\section*{(a) Premises}

\begin{enumerate}
\item The order parameter has two real components, combined as $\psi=Q_1+iQ_2=\rho e^{i\theta}$. It varies slowly on the lattice scale, so a gradient expansion holds. A prime denotes $\partial/\partial x$.
\item The symmetry operations of the parent phase act as $\psi\to e^{i\alpha}\psi$ or $\psi\to e^{i\alpha}\psi^*$, and the second kind occurs exactly for the operations that reverse $x$. Up to fourth order no invariant depends on $\theta$; terms that do are treated in part (f).
\item The free energy is $F=\int f\,d^3r$ with
\begin{equation}\label{f}
f=\frac a2|\psi|^2+\frac b4|\psi|^4-\delta\,(Q_1Q_2'-Q_2Q_1')+\frac\kappa2|\nabla\psi|^2 ,
\end{equation}
where $a=a_0(T-T_0)$, the constants $a_0,b,\kappa$ are positive, and $\delta$ is constant. The stiffness is taken isotropic for brevity. Equilibrium is the minimum of $F$ (Landau mean field).
\item The kinetic energy density is $\frac m2|\dot\psi|^2$ and the dissipation function is $\frac\Gamma2|\dot\psi|^2$. This suits a displacive order parameter; part (g) gives the replacement for spins.
\end{enumerate}

\section*{(b) The Lifshitz invariant}

A term quadratic in $Q$ with one gradient splits as
\begin{equation}
Q_iQ_j'=\tfrac12(Q_iQ_j)'+\tfrac12(Q_iQ_j'-Q_jQ_i').
\end{equation}
The first part integrates to a surface term, so only the antisymmetric part acts in the bulk. For two components there is one such combination. With $Q_1=\rho\cos\theta$ and $Q_2=\rho\sin\theta$ the terms in $\rho\rho'$ cancel and
\begin{equation}\label{pol}
Q_1Q_2'-Q_2Q_1'=\mathrm{Im}(\psi^*\psi')=\rho^2\theta' .
\end{equation}
A constant phase leaves $\rho^2\theta'$ unchanged. Conjugation reverses $\theta$ and the reversal of $x$ reverses the derivative, so together they also leave it unchanged. Premise 2 therefore makes \eqref{pol} an invariant. An operation that reversed $x$ alone, or conjugated $\psi$ alone, would force $\delta=0$. The term is linear in $\theta'$, so for any $\delta\neq0$ a uniform state lowers its energy by a slow twist of the sign of $\delta$.

\section*{(c) Instability of the disordered phase}

Put $\psi=\sum_{\mathbf q}\psi_{\mathbf q}e^{i\mathbf q\cdot\mathbf r}$. On averaging over the volume $V$, cross terms between different $\mathbf q$ vanish, $\mathrm{Im}(\psi^*\psi')\to\sum q_x|\psi_{\mathbf q}|^2$ and $|\nabla\psi|^2\to\sum q^2|\psi_{\mathbf q}|^2$. The quadratic part of $F$ is
\begin{equation}
\frac{F_2}{V}=\frac12\sum_{\mathbf q}\left(a-2\delta q_x+\kappa q_x^2+\kappa q_\perp^2\right)|\psi_{\mathbf q}|^2 .
\end{equation}
Completing the square gives
\begin{equation}
a-2\delta q_x+\kappa q_x^2=a-\frac{\delta^2}{\kappa}+\kappa\left(q_x-\frac\delta\kappa\right)^2 .
\end{equation}
The softest component has $q_\perp=0$ and $q_x=q_0$, and its stiffness vanishes on cooling when $a=\delta^2/\kappa$.

\textbf{Answer.}
\begin{equation}\label{q0}
q_0=\frac\delta\kappa,\qquad T_i=T_0+\frac{\delta^2}{\kappa a_0}=T_0+\frac{\kappa q_0^2}{a_0}.
\end{equation}
Since $T_i>T_0$ for either sign of $\delta$, the modulated phase always pre-empts the uniform one. The sign of $\delta$ selects the sense of rotation of $(Q_1,Q_2)$ along $x$. The wavenumber is a ratio of two coefficients that no symmetry ties to the reciprocal lattice, so in general it is incommensurate.

\section*{(d) The plane-wave phase}

Define $\chi$ by $\psi=e^{iq_0x}\chi$. Then $\psi'=e^{iq_0x}(\chi'+iq_0\chi)$ and
\begin{equation}
|\psi'|^2=|\chi'|^2+2q_0\,\mathrm{Im}(\chi^*\chi')+q_0^2|\chi|^2,\qquad
\mathrm{Im}(\psi^*\psi')=\mathrm{Im}(\chi^*\chi')+q_0|\chi|^2 .
\end{equation}
In \eqref{f} the coefficient of $\mathrm{Im}(\chi^*\chi')$ becomes $\kappa q_0-\delta=0$, and the coefficient of $|\chi|^2$ becomes $\frac a2+\frac12\kappa q_0^2-\delta q_0=\frac12a_0(T-T_i)$. Without approximation,
\begin{equation}\label{rot}
f=\frac{a_0(T-T_i)}2|\chi|^2+\frac b4|\chi|^4+\frac\kappa2|\nabla\chi|^2 .
\end{equation}
For $T<T_i$ define $\rho_0^2=a_0(T_i-T)/b$. Then
\begin{equation}\label{sq}
f=\frac b4\left(|\chi|^2-\rho_0^2\right)^2+\frac\kappa2|\nabla\chi|^2-\frac b4\rho_0^4 .
\end{equation}
The first two terms are non-negative at every point and vanish together only for $\chi=\rho_0e^{i\varphi}$ with constant $\varphi$. This proves that the global minimum is the single plane wave.

\textbf{Answer.}
\begin{equation}
Q_1=\rho_0\cos(q_0x+\varphi),\quad Q_2=\rho_0\sin(q_0x+\varphi),\quad f_{IC}=-\frac{a_0^2(T_i-T)^2}{4b}.
\end{equation}
The transition is continuous, with a step $\Delta C=-T\,\partial^2f_{IC}/\partial T^2=T_ia_0^2/2b$ in the heat capacity per volume at $T_i$. The uniform state exists below $T_0$ with $f_C=-a_0^2(T_0-T)^2/4b$, which lies above $f_{IC}$ because $T_i-T>T_0-T$. Model \eqref{f} alone has no lock-in transition. The energy does not depend on $\varphi$, and a change of $\varphi$ equals a rigid slide of the wave by $-\varphi/q_0$.

\section*{(e) Amplitudon and phason}

The factor $e^{iq_0x}$ does not depend on time, so $|\dot\psi|^2=|\dot\chi|^2$ and the equation of motion that follows from \eqref{rot} is
\begin{equation}\label{eom}
m\ddot\chi+\Gamma\dot\chi=-a_0(T-T_i)\chi-b|\chi|^2\chi+\kappa\nabla^2\chi .
\end{equation}
Let $\mathbf k$ be the wavevector of $\chi$, that is, the wavevector measured from the satellite at $q_0$. First set $\Gamma=0$.

\emph{Above $T_i$.} Linearising about $\chi=0$ gives $m\omega^2=a_0(T-T_i)+\kappa k^2$ for both $\mathrm{Re}\chi$ and $\mathrm{Im}\chi$: a doubly degenerate soft mode.

\emph{Below $T_i$.} Choose $\varphi=0$ and write $\chi=\rho_0+u+iv$ with small real $u,v$. Then $|\chi|^2-\rho_0^2=2\rho_0u+u^2+v^2$, whose square is $4\rho_0^2u^2$ to second order. From \eqref{sq},
\begin{equation}\label{f2}
f_2=\frac12\,(2b\rho_0^2)\,u^2+\frac\kappa2|\nabla u|^2+\frac\kappa2|\nabla v|^2 .
\end{equation}
No term couples $u$ to $v$. The equations are $m\ddot u=-2b\rho_0^2u+\kappa\nabla^2u$ and $m\ddot v=\kappa\nabla^2v$, and $b\rho_0^2=a_0(T_i-T)$.

\textbf{Answer.}
\begin{equation}\label{modes}
m\omega_A^2=2a_0(T_i-T)+\kappa k^2,\qquad m\omega_\varphi^2=\kappa k^2 .
\end{equation}
To first order $|\chi|=\rho_0+u$ and $\arg\chi=v/\rho_0$, so $u$ modulates the amplitude and $v=\rho_0\varphi$ the phase. The amplitudon hardens on cooling with twice the slope of the soft mode above $T_i$. The phason is gapless with velocity $\sqrt{\kappa/m}$, because a uniform $\varphi$ costs nothing: it is the Goldstone mode of the sliding symmetry.

\emph{In terms of parent-phase modes.} Linearising the right side of \eqref{eom} in $\zeta=u+iv$ gives $-b\rho_0^2(\zeta+\zeta^*)+\kappa\nabla^2\zeta$. The components $\zeta_k$ and $\zeta_{-k}^*$ belong to the parent modes at $q_0+k$ and $q_0-k$, and the frozen wave couples them through
\begin{equation}
\begin{pmatrix} b\rho_0^2+\kappa k^2 & b\rho_0^2\\ b\rho_0^2 & b\rho_0^2+\kappa k^2\end{pmatrix}.
\end{equation}
The symmetric combination has the eigenvalue $2b\rho_0^2+\kappa k^2$ and the antisymmetric one $\kappa k^2$, which reproduces \eqref{modes}.

\emph{Damping.} With time dependence $e^{-i\omega t}$ and $\Sigma$ for either right side of \eqref{modes}, $m\omega^2+i\Gamma\omega=\Sigma$, so
\begin{equation}
\omega=-\frac{i\Gamma}{2m}\pm\sqrt{\frac\Sigma m-\frac{\Gamma^2}{4m^2}} .
\end{equation}
The phason is overdamped for $k<\Gamma/(2\sqrt{m\kappa})$, and as $k\to0$ its slow root is diffusive, $\omega\simeq-i\kappa k^2/\Gamma$. It stays gapless but does not propagate there. This distinguishes it from an acoustic phonon: a sliding structural modulation moves atoms relative to one another, and no conservation law makes $\Gamma$ vanish at $k=0$.

\section*{(f) Phase-dependent terms}

The lattice allows a term $g\rho^n\cos n\theta$ at some order $n$. When the amplitudon is stiff, $2a_0(T_i-T)\gg\kappa q_0^2$, $\rho$ is constant and the Euler--Lagrange equation is
\begin{equation}\label{sg}
\kappa\rho^2\theta''=-ng\rho^n\sin n\theta .
\end{equation}
Inserting $\theta=qx+\eta\sin nqx$ gives, to first order in $g$, $-\kappa\rho^2n^2q^2\eta=-ng\rho^n$, so
\begin{equation}\label{eta}
\eta=\frac{g\rho^{n-2}}{n\kappa q_0^2}.
\end{equation}
The plane wave requires $n|\eta|\ll1$. For $n\ge3$ this holds near $T_i$, where $\rho$ is small.

\emph{Lock-in.} Measured from its minimum the potential is $W=|g|\rho^n(1+\cos n\vartheta)$, with $\vartheta$ counted from a maximum. A wall between neighbouring minima obeys the first integral $\frac12\kappa\rho^2\vartheta'^2=W$ and turns the phase by $2\pi/n$, so its energy per area is
\begin{equation}
\sigma=\int_{-\pi/n}^{\pi/n}\!\sqrt{2\kappa\rho^2W}\,d\vartheta-\frac{2\pi}n|\delta|\rho^2=\frac8n\sqrt{\kappa|g|\rho^{n+2}}-\frac{2\pi}n|\delta|\rho^2 .
\end{equation}
The uniform phase becomes stable against walls when $\sigma>0$, that is when
\begin{equation}\label{lock}
|g|\rho^{n-2}>\frac{\pi^2}{16}\kappa q_0^2 .
\end{equation}

\emph{Phason.} Linearising \eqref{sg} about its solution $\theta_0(x)$ gives the stiffness operator $-\kappa\partial_x^2-n^2g\rho^{n-2}\cos n\theta_0$. Differentiating \eqref{sg} shows that $\theta_0'$ is annihilated by it, so the phason remains gapless at $k=0$. The potential has wavenumber $nq$ and mixes the degenerate waves $k=\pm nq/2$ with a matrix element of size $\frac12n^2|g|\rho^{n-2}$. A gap opens there, between the stiffnesses $\kappa k^2\pm\frac12n^2|g|\rho^{n-2}$.

\emph{The case $n=2$.} If the two components have coefficients $a-\Delta$ and $a+\Delta$ with $\Delta>0$, then $g=-\Delta/2$, and the term does not fade at $T_i$. The linear equations $(a-\Delta)Q_1-\kappa Q_1''-2\delta Q_2'$ and $(a+\Delta)Q_2-\kappa Q_2''+2\delta Q_1'$, applied to $Q_1=A_1\cos qx$ and $Q_2=A_2\sin qx$, give a symmetric matrix with diagonal $a\mp\Delta+\kappa q^2$ and off-diagonal element $-2\delta q$. Its lower eigenvalue is $a+\kappa q^2-\sqrt{\Delta^2+4\delta^2q^2}$. Setting the derivative with respect to $q^2$ to zero makes the root equal to $2\delta^2/\kappa$. With $\epsilon=\Delta/(2\kappa q_0^2)<1$ and $\delta>0$,
\begin{equation}\label{n2}
q=q_0\sqrt{1-\epsilon^2},\qquad a_0(T_i-T_0)=\kappa q_0^2(1+\epsilon^2),\qquad \frac{A_2}{A_1}=\sqrt{\frac{1-\epsilon}{1+\epsilon}} .
\end{equation}
At constant amplitude, \eqref{eta} gives $\eta=-\epsilon/2$. The energy gained by this harmonic is $\Delta^2\rho^2/(16\kappa q^2)$, and minimising $\frac12\kappa\rho^2(q-q_0)^2$ minus this gain gives $q\simeq q_0(1-\epsilon^2/2)$, the same shift to this order. The gap lies at $k=q_0$, between $\kappa q_0^2(1\pm2\epsilon)$.

\section*{(g) Mapping on the cycloid of BiFeO$_3$}

\emph{Symmetry.} BiFeO$_3$ has the polar space group $R3c$, with two Fe$^{3+}$ ions ($S=5/2$) in the primitive cell, and is ferroelectric far above its magnetic transition. Take $z$ along the polarisation $P$ (pseudocubic $[111]$) and let $\mathbf L$ be the antiferromagnetic vector divided by its saturation value. Time reversal, the axial character of spin and the exchange of the two sublattices each multiply $\mathbf L$ by a sign, which cancels in a bilinear form. Hence $\mathbf L(\nabla\cdot\mathbf L)-(\mathbf L\cdot\nabla)\mathbf L$ transforms as a polar vector, and its $z$ component is invariant under $3m$:
\begin{equation}\label{me}
f_L=-\delta\left[(L_z\partial_xL_x-L_x\partial_xL_z)+(L_z\partial_yL_y-L_y\partial_yL_z)\right].
\end{equation}
It is odd under inversion, so $\delta$ is odd in $P$ and the rotation sense reverses with $P$. For modulation along $x$, $Q_1=L_z$ and $Q_2=L_x$ give \eqref{f}, and the plane wave is a cycloid in the plane containing $P$ and the wavevector. $L_z$ and $L_x$ belong to different representations of $3m$ and share one coefficient $a$ only in the exchange approximation. The spin-orbit terms (single-ion anisotropy, and the easy-plane contribution of the canting interaction) supply a net $\Delta$, with energy $K\sin^2\theta$ and $K=\Delta\rho^2$.

\emph{Third component.} With $|\mathbf L|^2$ in the isotropic terms, a small $L_y=w$ has the quadratic coefficient $a+b\rho_0^2=\kappa q_0^2$, by \eqref{q0}. Its stiffness is $\kappa(q_0^2+k^2)>0$, so the planar cycloid is stable against tilting, and for $\mathbf k$ in the $xz$ plane $w$ decouples. For a phase gradient along $y$ it does not. Take $\theta=q_0x+sy$ and $w=w_0\sin\theta$. The second bracket of \eqref{me} equals $\rho_0w_0s$, and to order $s^2$ the averaged energy is
\begin{equation}
\tfrac12\kappa\rho_0^2s^2+\tfrac12\kappa q_0^2w_0^2-\kappa q_0\rho_0w_0s ,
\end{equation}
which vanishes at its minimum $w_0=\rho_0s/q_0$. This state is the cycloid turned about $z$. The phase stiffness along $y$ therefore has no $k_y^2$ term until the weak basal-plane anisotropy is included, and the phason formula applies to $\mathbf k$ in the cycloid plane.

\emph{Dynamics.} Spins have no constant mass. The phase $\varphi$ is the angle of rotation about $y$, and its conjugate is the spin density $s_y$, with $|M_y|=\gamma|s_y|$. The direction $y$ is normal to $\mathbf L$ everywhere, so a magnetisation along it costs $M_y^2/2\chi_\perp$. With $\rho_s=\kappa\rho_0^2$ from \eqref{f2},
\begin{equation}
h=\frac{\gamma^2s_y^2}{2\chi_\perp}+\frac{\rho_s}2(\nabla\varphi)^2,\qquad \dot\varphi=\frac{\gamma^2s_y}{\chi_\perp},\qquad \dot s_y=\rho_s\nabla^2\varphi .
\end{equation}
Eliminating $s_y$ gives
\begin{equation}\label{c}
\omega_\varphi=ck,\qquad c^2=\frac{\gamma^2\rho_s}{\chi_\perp},\qquad m_\varphi=\frac{\chi_\perp}{\gamma^2\rho_0^2},
\end{equation}
which is the second of \eqref{modes} with $m\to m_\varphi$. In mean field $\chi_\perp$ is constant below $T_i$, so $c\propto\rho_0$. Exchange and the $x$ term of \eqref{me} conserve $s_y$, so the damping at $k\to0$ comes only from terms that break rotation about $y$. The length of $\mathbf L$ is not changed by precession, and near the transition the amplitude relaxes at the rate $[2a_0(T_i-T)+\kappa k^2]/\Gamma$. For this crystal the first of \eqref{modes} gives a static stiffness, the inverse longitudinal staggered susceptibility, with correlation length $\xi=\sqrt{\kappa/[2a_0(T_i-T)]}$.

\section*{(h) Range of validity}

\begin{enumerate}
\item Gradient expansion: $q_0a_c\ll1$, $ka_c\ll1$ and $\xi\gtrsim a_c$, with $a_c$ the lattice spacing. The next gradient terms are smaller by $(q_0a_c)^2$.
\item Quartic truncation and constant coefficients: $\rho_0^2\ll1$. Further terms in $|\psi|^6$ and beyond leave $q_0$ and the phason form unchanged and alter only $\rho_0$ and the amplitudon gap. Terms such as $|\psi|^2\,\mathrm{Im}(\psi^*\psi')$ make $q_0$ drift with temperature.
\item Plane wave: $n|\eta|\ll1$, far from the threshold \eqref{lock}. The linear phason law fails near $k=nq_0/2$.
\item Mean field: from \eqref{f2}, $\langle u(0)u(r)\rangle=k_BT\,e^{-r/\xi}/(4\pi\kappa r)$. Its value at $r=\xi$ must be small against $\rho_0^2$, so $G=k_BT_i/(4\pi e\,\kappa\xi\rho_0^2)\ll1$ with $e$ the base of natural logarithms, and $G\propto(T_i-T)^{-1/2}$ (Ginzburg criterion).
\item Propagating modes: $\Sigma>\Gamma^2/4m$.
\item Ideal crystal: defects and surfaces break the sliding symmetry and pin the phase, which gives the phason a small gap or a relaxation rate at $k=0$.
\end{enumerate}

\section*{(i) Numerical illustration}

Gaussian units are used. The inputs are typical, approximate values: period $\lambda\approx62$ nm, $T_i=T_N\approx640$ K, pseudocubic spacing $a_c\approx3.96$ \AA, exchange stiffness $A\approx3\times10^{-7}$ erg/cm defined by $A(\nabla\theta)^2$, $\chi_\perp\approx4.7\times10^{-5}$, $g$ factor 2, and an assumed net easy-axis $K\approx2\times10^5$ erg/cm$^3$. Well below $T_N$ set $\rho_0=1$, so $\kappa=\rho_s=2A=6.0\times10^{-7}$ erg/cm and $\Delta=K$; these two constants are then carried unchanged to $T_i$, which is a rough step.

\emph{Lifshitz coefficient.} It is fitted to the period, which is thus an input:
\begin{equation}
q_0=\frac{2\pi}\lambda=1.013\times10^6\ \mathrm{cm^{-1}},\quad \delta=\kappa q_0=0.61\ \mathrm{erg/cm^2},\quad \kappa q_0^2=6.2\times10^5\ \mathrm{erg/cm^3}.
\end{equation}
Here $q_0a_c=0.040$, so the next gradient terms are of relative size $0.0016$.

\emph{Landau coefficients.} In molecular-field theory the entropic part of $f$ has the derivative $n_sk_BT\,X(\rho)$, where $X$ inverts the Brillouin function, $\rho=B_S(X)$. For $S=5/2$, $B_S=\frac65\coth\frac{6X}5-\frac15\coth\frac X5=\alpha X-\beta X^3+\dots$ with $\alpha=7/15$ and $\beta=259/5625$. Inversion gives $X=\rho/\alpha+\beta\rho^3/\alpha^4$, with $\beta/\alpha^4=0.971$. With $n_s=a_c^{-3}=1.61\times10^{22}$ cm$^{-3}$,
\begin{equation}
a_0=\frac{n_sk_B}\alpha=4.76\times10^6\ \mathrm{erg\,cm^{-3}K^{-1}},\qquad b=n_sk_BT_i\frac\beta{\alpha^4}=1.38\times10^9\ \mathrm{erg/cm^3}.
\end{equation}

\emph{Onset.} From \eqref{q0}, the model gives $T_i-T_0=0.13$ K, of which the first figure is meaningful. The cycloid forms directly at the N\'eel point, and the Lifshitz term hardly moves it.

\emph{Amplitude.} At $T_i-T=20$ K, $\rho_0^2=0.069$, the amplitude stiffness is $2a_0(T_i-T)=1.9\times10^8$ erg/cm$^3$, which is $3.1\times10^2$ times $\kappa q_0^2$, and $\xi=0.56$ nm. The amplitude is rigid on the scale of the cycloid. However $G=1.1$ there, and at $T_i-T=100$ K it is still $0.50$ while $\xi=0.25$ nm has fallen below $a_c$. Landau theory has no quantitative window in this short-range magnet, and the numbers for $T_i-T_0$, $\rho_0$ and $\xi$ are orders of magnitude of the model. The gapless phason and \eqref{c} rest on symmetry and on the actual $\rho_s$ and $\chi_\perp$, and survive.

\emph{Phason well below $T_N$.} With $\gamma=2\mu_B/\hbar=1.76\times10^7$ rad\,s$^{-1}$G$^{-1}$,
\begin{equation}
m_\varphi=1.5\times10^{-19}\ \mathrm{erg\,s^2/cm^3},\qquad c=\gamma\sqrt{2A/\chi_\perp}=2.0\times10^6\ \mathrm{cm/s}.
\end{equation}
The frequency scale of the cycloid is $cq_0=2.0\times10^{12}$ rad/s, that is $0.32$ THz, $1.3$ meV or $11$ cm$^{-1}$.

\emph{Size of the anisotropy.} $\epsilon=K/(2\kappa q_0^2)=0.16$. By \eqref{lock} the cycloid would unwind at $K_c=\pi^2\kappa q_0^2/8=7.6\times10^5$ erg/cm$^3$, and $K/K_c=0.26$. The wavenumber shifts by $1.3$ per cent, the harmonic has $|\eta|=0.081$ rad, and the axis ratio at onset is $A_2/A_1=0.85$. The plane wave is a fair first approximation for the structure, but at $k=q_0$ the phason branch splits into $cq_0\sqrt{1\pm2\epsilon}$, about $9$ and $12$ cm$^{-1}$, so $\omega_\varphi=ck$ holds only for $k$ well below or well above $q_0$.

The value $cq_0=11$ cm$^{-1}$ belongs to the model with these inputs. As typical knowledge, the values quoted for this scale in BiFeO$_3$ run from about $7.5$ to about $14$ cm$^{-1}$, depending on how the low-frequency magnon lines are assigned, so the model may be high by a factor $1.4$ or low by a factor $0.8$.